**Student.** My program gives two-photon strengths for the gerade states of ethylene as "single residues of the quadratic response function". For dipole operators that function is the first hyperpolarisability, and in a centrosymmetric molecule it vanishes at every frequency. How can zero have a useful residue?

**Lecturer.** The residue is a product of two factors, and only one of them vanishes. Let us derive it. The premises are atomic units, fixed nuclei, a non-degenerate ground state $|0\rangle$, eigenstates $|k\rangle$ with excitation energies $\omega_k$ ($\omega_0=0$), and a weak perturbation switched on adiabatically,

$$V(t)=\epsilon_a\,\hat a\,e^{-i\omega_a t}+\epsilon_b\,\hat b\,e^{-i\omega_b t}+\text{h.c.}$$

with Hermitian $\hat a,\hat b$. The quadratic response function $\langle\langle \hat C;\hat a,\hat b\rangle\rangle$ is the coefficient of $\epsilon_a\epsilon_b e^{-i\omega_\sigma t}$ in $\langle \hat C\rangle(t)$, where $\omega_\sigma=\omega_a+\omega_b$. Write $|\psi\rangle=e^{-iE_0t}\sum_k c_k|k\rangle$, so that $i\dot c_k=\omega_kc_k+\sum_l V_{kl}c_l$. Collect the terms in $\epsilon_b e^{-i\omega_bt}$.

**Student.** They give $\omega_b c_k^{b}=\omega_kc_k^{b}+b_{k0}$ with $b_{k0}=\langle k|\hat b|0\rangle$, so

$$c_k^{b}(\omega_b)=-\frac{b_{k0}}{\omega_k-\omega_b},\tag{1}$$

including $k=0$. At order $\epsilon_a\epsilon_b$ either field can act second: $(\omega_\sigma-\omega_n)c_n^{ab}=\sum_k(a_{nk}c_k^{b}+b_{nk}c_k^{a})$.

**Lecturer.** Insert (1) and you have $c_n^{ab}=S^{n}_{ab}/(\omega_n-\omega_\sigma)$ with

$$S^{n}_{ab}=\sum_k\left[\frac{\langle n|\hat a|k\rangle\langle k|\hat b|0\rangle}{\omega_k-\omega_b}+\frac{\langle n|\hat b|k\rangle\langle k|\hat a|0\rangle}{\omega_k-\omega_a}\right].\tag{2}$$

Each denominator holds the frequency of the operator that acts first, on $|0\rangle$. Now $\langle\psi|\hat C|\psi\rangle$. A bra oscillating as $e^{-i\omega t}$ comes from the h.c. part of $V$, that is from the amplitudes at reversed frequencies, conjugated:

$$\langle\langle \hat C;\hat a,\hat b\rangle\rangle=\sum_n C_{0n}c_n^{ab}(\omega_a,\omega_b)+\sum_n c_n^{ab}(-\omega_a,-\omega_b)^*C_{n0}+\sum_{kl}\left[c_k^{a}(-\omega_a)^*C_{kl}c_l^{b}(\omega_b)+c_k^{b}(-\omega_b)^*C_{kl}c_l^{a}(\omega_a)\right].$$

Hold $\omega_a$ fixed and let $\omega_\sigma\to\omega_f$ for a non-degenerate excited state $f$. The second sum has $\omega_n+\omega_\sigma$ where the first has $\omega_n-\omega_\sigma$, and the third contains only one-photon denominators. If neither $\omega_a$ nor $\omega_b$ equals some $\pm\omega_k$, only the term $n=f$ of the first sum is singular, and

$$\lim_{\omega_\sigma\to\omega_f}(\omega_\sigma-\omega_f)\langle\langle \hat C;\hat a,\hat b\rangle\rangle=-\langle0|\hat C|f\rangle\,S^{f}_{ab}\Big|_{\omega_a+\omega_b=\omega_f}.\tag{3}$$

The sign belongs to our definitions. The phase of $|f\rangle$ cancels in the product, so $S$ alone is fixed up to that phase.

**Student.** So in ethylene a gerade $f$ has $\langle0|\hat\mu|f\rangle=0$, and an ungerade $f$ has $S=0$. The hyperpolarisability vanishes pole by pole.

**Lecturer.** Yes. $\hat C$ is only a probe, and $S$ does not depend on it. Take a quadrupole component and (3) is non-zero for gerade states. In practice $\hat C$ is divided out analytically, as you will see. Put $z$ along C=C and $x$ normal to the plane. In $D_{2h}$, $x,y,z$ transform as $B_{3u},B_{2u},B_{1u}$. The intermediate states are ungerade; $S_{xx},S_{yy},S_{zz}$ reach $A_g$, $S_{xy}$ reaches $B_{1g}$, $S_{xz}$ reaches $B_{2g}$ and $S_{yz}$ reaches $B_{3g}$.

**Student.** I distrust the term $k=0$. It contains $\langle0|\hat b|0\rangle$, which for an ion depends on the origin.

**Lecturer.** Pair it with $k=f$, using $\omega_f-\omega_b=\omega_a$. The four terms sum to

$$\frac{(a_{ff}-a_{00})\,b_{f0}}{\omega_a}+\frac{(b_{ff}-b_{00})\,a_{f0}}{\omega_b},$$

and a constant added to $\hat a$ or $\hat b$ drops out. This holds on resonance only. For dipoles in ethylene all four terms vanish by parity.

**Student.** Why is $S$ the absorption amplitude and not just a coefficient?

**Lecturer.** Take one beam, $V=-\mathbf e\cdot\hat{\boldsymbol\mu}\,F_0\cos\omega t$, so $\epsilon=-F_0/2$. With a single field the two orderings in (2) are one process, and the source term that drives $c_f$ at $2\omega$ has magnitude $\epsilon^2|S|/2=F_0^2|S|/8$, where $S=\sum_{ab} e_ae_bS_{ab}$. The golden rule gives the rate $W=2\pi(F_0^2|S|/8)^2g(2\omega)$, with a line shape $g$ of unit area in the two-photon energy. The intensity is $cF_0^2/8\pi$, so the photon flux $\Phi$ obeys $F_0^2=8\pi\alpha\omega\Phi$ with $\alpha=1/c$. I define the cross section by photons removed, two per event, $2W=\sigma\Phi^2$:

$$\sigma=4\pi^3\alpha^2\omega^2\,\delta\,g(2\omega),\qquad \delta=\langle|S|^2\rangle_{\rm orient}.\tag{4}$$

The atomic unit $a_0^4\hbar/E_h$ is $1.897$ GM, with $1\ \text{GM}=10^{-50}\ \text{cm}^4\,\text{s}$ per photon. For the average, isotropy requires $\langle e_ae_be_c^*e_d^*\rangle=p\,\delta_{ab}\delta_{cd}+q(\delta_{ac}\delta_{bd}+\delta_{ad}\delta_{bc})$. Contracting in two ways gives $9p+6q=|\mathbf e\cdot\mathbf e|^2$ and $3p+12q=1$. Linear light has $\mathbf e\cdot\mathbf e=1$, so $p=q=1/15$. Circular light has $\mathbf e\cdot\mathbf e=0$, so $p=-1/15$, $q=1/10$. For real symmetric $S$,

$$\delta_{\rm lin}=\tfrac1{15}\Big[(\operatorname{tr}S)^2+2\sum_{ab}S_{ab}^2\Big],\qquad \delta_{\rm circ}=\tfrac1{15}\Big[3\sum_{ab}S_{ab}^2-(\operatorname{tr}S)^2\Big].\tag{5}$$

**Student.** Equation (2) needs $\langle f|\hat a|k\rangle$ between excited states. TDDFT has no such states.

**Lecturer.** It has the left side of (3). If $\hat C,\hat a,\hat b$ are local one-electron operators, $\langle\hat C\rangle(t)$ follows from the density, which time-dependent Kohn–Sham theory reproduces in principle. The new premise is the adiabatic approximation: the Kohn–Sham matrix depends on the instantaneous density matrix $\rho$ of the orbitals. Then

$$i\dot\rho=[F[\rho]+V,\rho],\qquad\rho^2=\rho,\qquad F[\rho_0+\gamma]=F_0+G[\gamma]+\tfrac12\,g[\gamma,\gamma]+\dots$$

$G$ is the potential from the Hartree and $f_{xc}$ kernels, plus exact exchange in a hybrid, and $g$ comes from $g_{xc}=\delta^3E_{xc}/\delta n^3$. Use real canonical spin orbitals, $i,j$ occupied and $u,v$ virtual. At first order idempotency reads $\rho^b=\rho_0\rho^b+\rho^b\rho_0$, which kills the occupied–occupied and virtual–virtual blocks. Call $\rho^b_{vi}=X^b_{vi}$, $\rho^b_{iv}=Y^b_{vi}$ and $F^b=b+G[\rho^b]$.

**Student.** The equation of motion is $\omega_b\rho^b=[F_0,\rho^b]+[F^b,\rho_0]$. Its $vi$ element is $\omega_bX=(\varepsilon_v-\varepsilon_i)X+F^b_{vi}$ and its $iv$ element is $\omega_bY=-(\varepsilon_v-\varepsilon_i)Y-F^b_{iv}$. Moving $G$ to the left,

$$(\Lambda-\omega_b\Delta)\binom{X^b}{Y^b}=-\binom{b_{vi}}{b_{iv}},\qquad\Lambda=\begin{pmatrix}\mathbf A&\mathbf B\\ \mathbf B&\mathbf A\end{pmatrix},\quad\Delta=\begin{pmatrix}1&0\\0&-1\end{pmatrix},\tag{6}$$

where $\mathbf A$ holds the orbital gaps plus kernel elements and $\mathbf B$ kernel elements alone.

**Lecturer.** For a stable ground state $\Lambda$ is symmetric and positive definite. The solutions of $\Lambda Z_n=\Omega_n\Delta Z_n$, $Z_n=(X^n,Y^n)$, can then be normalised to $Z_m^T\Delta Z_n=\delta_{mn}$. Their partners $\tilde Z_n=(Y^n,X^n)$ belong to $-\Omega_n$ with norm $-1$, and together they are complete: $\sum_n\Delta(Z_nZ_n^T-\tilde Z_n\tilde Z_n^T)=1$. Multiplying out and using completeness confirms

$$(\Lambda-\omega\Delta)^{-1}=\sum_n\left[\frac{Z_nZ_n^T}{\Omega_n-\omega}+\frac{\tilde Z_n\tilde Z_n^T}{\Omega_n+\omega}\right].\tag{7}$$

The exact linear response has residue $C_{0f}b_{f0}$ at $\omega_f$, by (1). Equations (6) and (7) give the same form with $\langle0|\hat C|f\rangle=\sum_{vi}(C_{iv}X^f_{vi}+C_{vi}Y^f_{vi})$. That fixes the first factor of (3). Now second order, idempotency first.

**Student.** $\rho^{ab}=\rho_0\rho^{ab}+\rho^{ab}\rho_0+\rho^a\rho^b+\rho^b\rho^a$. The diagonal blocks, call them $K$, follow with no equation to solve:

$$K_{ij}=-\sum_v(Y^a_{vi}X^b_{vj}+Y^b_{vi}X^a_{vj}),\qquad K_{uv}=\sum_i(X^a_{ui}Y^b_{vi}+X^b_{ui}Y^a_{vi}).\tag{8}$$

**Lecturer.** The equation of motion at this order is

$$\omega_\sigma\rho^{ab}=[F_0,\rho^{ab}]+\big[G[\rho^{ab}]+g[\rho^a,\rho^b],\rho_0\big]+[F^a,\rho^b]+[F^b,\rho^a].$$

The half in front of $g$ is cancelled by the two cross terms. $G$ is linear, so split $\rho^{ab}$ into $K$ and the blocks $X^{ab},Y^{ab}$. The latter rebuild the left side of (6) at $\omega_\sigma$, with right side $-(P,Q)$. Writing out the commutators,

$$P_{vi}=\big(G[K]+g[\rho^a,\rho^b]\big)_{vi}+\Big[\sum_uF^a_{vu}X^b_{ui}-\sum_jX^b_{vj}F^a_{ji}+(a\leftrightarrow b)\Big],$$
$$Q_{vi}=\big(G[K]+g[\rho^a,\rho^b]\big)_{iv}+\Big[\sum_uY^b_{ui}F^a_{uv}-\sum_jF^a_{ij}Y^b_{vj}+(a\leftrightarrow b)\Big].\tag{9}$$

The response function is $\operatorname{tr}(C\rho^{ab})=\operatorname{tr}(CK)+\sum(C_{iv}X^{ab}_{vi}+C_{vi}Y^{ab}_{vi})$. $K$, $P$ and $Q$ are built from first-order solutions, so they have one-photon poles only. The pole at $\omega_\sigma=\Omega_f$ comes from (7) alone, and its residue is $+\langle0|\hat C|f\rangle\,Z_f^T(P,Q)$. Comparison with (3) gives

$$S^f_{ab}=-\sum_{vi}\left(X^f_{vi}P_{vi}+Y^f_{vi}Q_{vi}\right),\qquad\omega_a+\omega_b=\Omega_f.\tag{10}$$

**Student.** So $X^{ab}$ is never computed, and $\hat C$ has gone.

**Lecturer.** Right. You need the vector $Z_f$, the two solutions of (6) at $\omega_a$ and $\omega_b$, the kernel $G$ in $F^a$, $F^b$ and $G[K]$, and $g_{xc}$. For a local functional and a closed shell the last contribution to (10) is $-\int g_{xc}\,n^fn^an^b\,d^3r$ with $n^f=\sum(X^f+Y^f)_{vi}\phi_v\phi_i$ and $n^a,n^b$ likewise. LDA exchange has energy density $-\tfrac34(3/\pi)^{1/3}n^{4/3}$, so $g_x=\tfrac29(3/\pi)^{1/3}n^{-5/3}$.

**Student.** I want a test of the sign. With the kernels off, $Y^f=0$, $f$ is one pair $i\to v$ and $X^b_{ui}=-b_{ui}/(\varepsilon_u-\varepsilon_i-\omega_b)$. Then

$$S=\sum_u\frac{a_{vu}b_{ui}}{\varepsilon_u-\varepsilon_i-\omega_b}-\sum_j\frac{a_{ji}b_{vj}}{\varepsilon_v-\varepsilon_j-\omega_b}+(a\leftrightarrow b).\tag{11}$$

The Slater–Condon rules give $\langle\Phi_i^v|\hat a|\Phi_i^u\rangle=a_{vu}$ for $u\ne v$ and $\langle\Phi_i^v|\hat a|\Phi_j^v\rangle=-a_{ji}$ for $j\neq i$. The terms $u=v$, $j=i$ give $a_{vv}-a_{ii}=a_{ff}-a_{00}$. That is (2). But with kernels, is (10) still of the form (2)?

**Lecturer.** Not quite, and here the adiabatic premise shows. Terms such as $G[\rho^a]X^b$ are products of two first-order solutions. On resonance,

$$\frac1{(\Omega_j-\omega_a)(\Omega_k-\omega_b)}=\frac1{\Omega_j+\Omega_k-\Omega_f}\left[\frac1{\Omega_j-\omega_a}+\frac1{\Omega_k-\omega_b}\right].$$

Read as (2), the implied moment $\langle f|\hat a|k\rangle$ diverges when $\Omega_j+\Omega_k=\Omega_f$, whereas a true dipole matrix element between bound states is finite. $S$ itself stays finite while both photons are off one-photon poles. Secondly, $\Lambda$ spans single pairs, so (7) has no pole for the doubly excited $(\pi^*)^2$ $A_g$ state of ethylene. Its path through the $\pi\pi^*$ state V carries the factor $(2\omega_V-\omega_f)/[(\omega_V-\omega_a)(\omega_V-\omega_b)]$, which vanishes for independent electrons, where $\omega_f=2\omega_V$, and not otherwise. That state needs frequency-dependent kernels.

**Student.** Then where can I trust the result?

**Lecturer.** Equation (3) is exact for discrete, non-degenerate $f$ with both photons off one-photon resonance. For degenerate $f$ the residue is a sum over the set. Near a resonance or above the ionisation threshold, damped response replaces residues. Equation (4) adds the dipole approximation, weak fields and an assumed line shape, and fixed nuclei leave out vibronic intensity. Equation (10) further needs a stable reference, adiabatic kernels and a state of single-excitation character. For Rydberg states the tail of the potential matters: a neutral molecule's LDA potential decays exponentially and supports no Rydberg series, so the model below presumes a $-1/r$ tail.

**Student.** Show me numbers for ethylene.

**Lecturer.** Take the three $\pi\to3p$ Rydberg states. With $\pi$ of symmetry $b_{3u}$, they are $B_{1g}$ ($3p_y$), $B_{2g}$ ($3p_z$) and $A_g$ ($3p_x$). As inputs I choose typical positions, 7.8, 7.9 and 8.3 eV, and the $\pi\to3s$ $B_{3u}$ state at 7.1 eV with a typical oscillator strength of 0.08. Use (11) with orbital gaps set equal to these energies, two equal photons, and only $u=3s$. The singlet vector has $X^f=1/\sqrt2$ for each spin, so $S$ gains a factor $\sqrt2$, which turns the orbital moment into the state moment $\mu_x=\sqrt2\,x_{3s,\pi}$. From $f_{\rm osc}=\tfrac23\omega\mu^2$ at $0.2609\,E_h$, $\mu_x=0.6782$ a.u. For $d=\langle3p|r_a|3s\rangle$ I assume that the $3p$ level exhausts the one-electron Thomas–Reiche–Kuhn sum of the $3s$ electron along each axis, roughly as in alkali atoms: $2(\omega_f-\omega_{3s})d^2=1$. Only $x$ can act first, so $S_{xx}=2d\mu_x/D$ while $S_{xy}$ and $S_{xz}$ are $d\mu_x/D$, with $D=\omega_{3s}-\omega_f/2$. By (5), $\delta_{\rm lin}=S_{xx}^2/5$ for $A_g$ and $4S_{ab}^2/15$ for the others. For (4) take an illustrative Lorentzian of full width $\Gamma=0.1$ eV, whose peak is $2/(\pi\Gamma)=173$ a.u. The extra digits in the middle columns only carry the arithmetic.

| state | photon / eV | $d$ / a.u. | $D$ / $E_h$ | $\lvert S\rvert$ / a.u. | $\delta_{\rm lin}$ / $10^2$ a.u. | $\sigma$ / GM | $\delta_{\rm circ}/\delta_{\rm lin}$ |
|---|---|---|---|---|---|---|---|
| $B_{1g}$ | 3.90 | 4.409 | 0.1176 | 25.4 | 1.7 | 7.7 | 3/2 |
| $B_{2g}$ | 3.95 | 4.124 | 0.1158 | 24.2 | 1.6 | 7.1 | 3/2 |
| $A_g$ | 4.15 | 3.367 | 0.1084 | 42.1 | 3.5 | 18 | 2/3 |

**Student.** You spent the hour on the kernels and then dropped them.

**Lecturer.** Then let us size them for $A_g$. The $\pi\to3s$ response has $x_{3s,\pi}=0.480$, $X^x=-4.42$ and $Y^x=-x_{3s,\pi}/(\omega_{3s}+\omega_f/2)=-1.16$ per spin, so $n^x=-11.2\,\phi_\pi\phi_{3s}$, and $n^f=\sqrt2\,\phi_\pi\phi_{3p}$. A typical ionisation energy of 10.5 eV gives decay constants $\sqrt{2T}$, with $T$ the binding energy, of 0.88, 0.50 and 0.40 for $\pi$, $3s$ and $3p_x$. Take crude normalised one-centre forms $xe^{-0.88r}$, $re^{-0.50r}$, $xre^{-0.40r}$ and $n=2\phi_\pi^2$, which understates the density and so overstates $g_x$. The integral gives $|\int g_xn^fn^xn^x|=0.7$ a.u., about 2 per cent of $S_{xx}$; read it as an order of magnitude. By (8), $K$ moves $4X^xY^x$ electrons from $\pi$ to $3s$, so the $G[K]$ term is $4\sqrt2X^xY^x=29$ times a difference of two kernel elements, and an assumed $0.05\,E_h$ gives 1.5 a.u. The screening in $F^x_{3p,3s}$ is the field of the induced molecular dipole at the Rydberg electron, of relative size $\alpha_{xx}/R^3$. The $3s$ effective quantum number is $n^*=1/\sqrt{2T}=2.0$, the hydrogenic radius is $R=3n^{*2}/2=6.0\,a_0$, and a typical $\alpha_{xx}\approx23$ a.u. gives 0.1. The kernels are corrections here. They would need a fresh estimate for valence states or with exact exchange.

**Student.** And the paths you left out? V is far brighter than $3s$.

**Lecturer.** That omission does rival the effect. With typical inputs of 7.8 eV and oscillator strength 0.35, $\mu_z=1.353$ a.u. I have no firm value for the moments from V to the $3p$ states, so assume 1 a.u. with either sign. For $A_g$ the denominator is $0.1341\,E_h$ and $S_{zz}=\pm20$ a.u., so (5) gives $\delta_{\rm lin}=5.5\times10^2$ for equal signs of $S_{xx}$ and $S_{zz}$ and $3.2\times10^2$ for opposite signs, with polarisation ratios 0.32 and 1.25. For $B_{2g}$ the denominator is $0.1415\,E_h$, and the path adds $\pm9.6$ a.u. to the 24.2. It cannot reach $B_{1g}$, which needs $x$ and $y$, but that state can mix with the valence $\sigma\to\pi^*$ $B_{1g}$ configuration. Paths through $3d$ levels and the occupied-orbital sum in (11) are missing for all three states.

**Student.** So the 18 GM is the model's number, not ethylene's.

**Lecturer.** Yes. The energies were chosen to sit at typical positions, but the strengths rest on assumed moments and could move by a factor of two or more either way. The peak also scales as $1/\Gamma$, and vibrational structure divides the strength among several lines. What survives any choice of inputs is the symmetry content of (5) for purely electronic transitions with two equal photons: a traceless $S$, as for every $B_{1g}$, $B_{2g}$ and $B_{3g}$ state, gives $\delta_{\rm circ}/\delta_{\rm lin}=3/2$, while an $A_g$ state with non-zero trace lies below it.